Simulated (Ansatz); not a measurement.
## From the elastic tensor of Ta at 3 GPa (stress–strain coefficients) to moduli and sound speeds

These are results of DFT PBEsol, scalar-relativistic, plane waves, PAW (Ansatz 0.2.0), not measurements. Plane waves to 420 eV; Γ-centred k mesh 20×20×20; Fermi-Dirac smearing of 0.15 eV. No spin polarisation.

It takes space group Im-3m (No. 229, cubic). Conventional cell: a = 3.268 Å, b = 3.268 Å, c = 3.268 Å, α = 90.00°, β = 90.00°, γ = 90.00°. Ta (site symmetry m-3m) has 8 Ta at 2.83 Å as nearest neighbours.

In a metal, frequencies and elastic constants depend on the k mesh and the smearing, soft modes and shear constants most. Spin–orbit coupling is left out, which can shift energies with elements as heavy as these.

Relaxed-ion constants (GPa, on the Cartesian axes of the calculation):
```
299.5 176.7 176.7   0.0   0.0   0.0
176.7 299.5 176.7   0.0   0.0   0.0
176.7 176.7 299.5   0.0   0.0   0.0
  0.0   0.0   0.0  76.5   0.0   0.0
  0.0   0.0   0.0   0.0  76.5   0.0
  0.0   0.0   0.0   0.0   0.0  76.5
```

Density 17.214 g/cm³; 1 atom in 17.46 Å³.

The values that follow are for a polycrystal of randomly turned grains, by Hill's mean where one number stands.

With S = C⁻¹: B_V = (C11+C22+C33+2(C12+C13+C23))/9, G_V = (C11+C22+C33−C12−C13−C23+3(C44+C55+C66))/15, 1/B_R = S11+S22+S33+2(S12+S13+S23), 15/G_R = 4(S11+S22+S33−S12−S13−S23)+3(S44+S55+S66); Hill is their mean. Then v_l = √((B+4G/3)/ρ), v_t = √(G/ρ), v_m = [(2/v_t³+1/v_l³)/3]^(−1/3) and Θ = (ħ/k_B)·v_m·(6π²n/V)^(1/3) for n atoms in the volume V; E = 9BG/(3B+G), ν = (3B−2G)/(2(3B+G)) and A^U = 5G_V/G_R + B_V/B_R − 6.

- Bulk modulus, Voigt / Reuss / Hill: 217.7 / 217.7 / 217.7 GPa
- Shear modulus, Voigt / Reuss / Hill: 70.4 / 69.6 / 70.0 GPa
- Young's modulus: 190 GPa
- Poisson ratio: 0.355
- Pugh ratio B/G: 3.11
- Universal anisotropy index: 0.06
- Longitudinal and transverse sound speeds: 4251 and 2017 m/s
- Debye temperature from the mean sound speed: 260 K

Cost: 1 run of about 0.55 core-minutes, on AMD EPYC 9R45 (Zen 5) (shared hosts).

At this pressure, tantalum resists compression much more strongly than shear, with a bulk modulus of 217.7 GPa against a shear modulus of 70.0 GPa. The partly filled 5d band provides strong cohesion and a stiff volume response. In a group 5 metal, however, the Fermi level lies below the bcc pseudogap that group 6 metals reach, so shear can redistribute electrons among d states at little cost. C12 exceeds C44 by far more than the applied pressure alone would give for central forces, which points to many-body metallic bonding.

The cubic shear constants are all positive, so the lattice is stable against small homogeneous strains at this pressure. C44 is larger than (C11−C12)/2, making ⟨111⟩ the stiffest direction, as is known for Ta, but the anisotropy is weaker than experiment finds, probably because the broad electronic smearing and the functional affect the two shears differently. The high Pugh ratio is compatible with ductility but does not establish it, since plasticity in bcc metals depends on screw-dislocation cores.
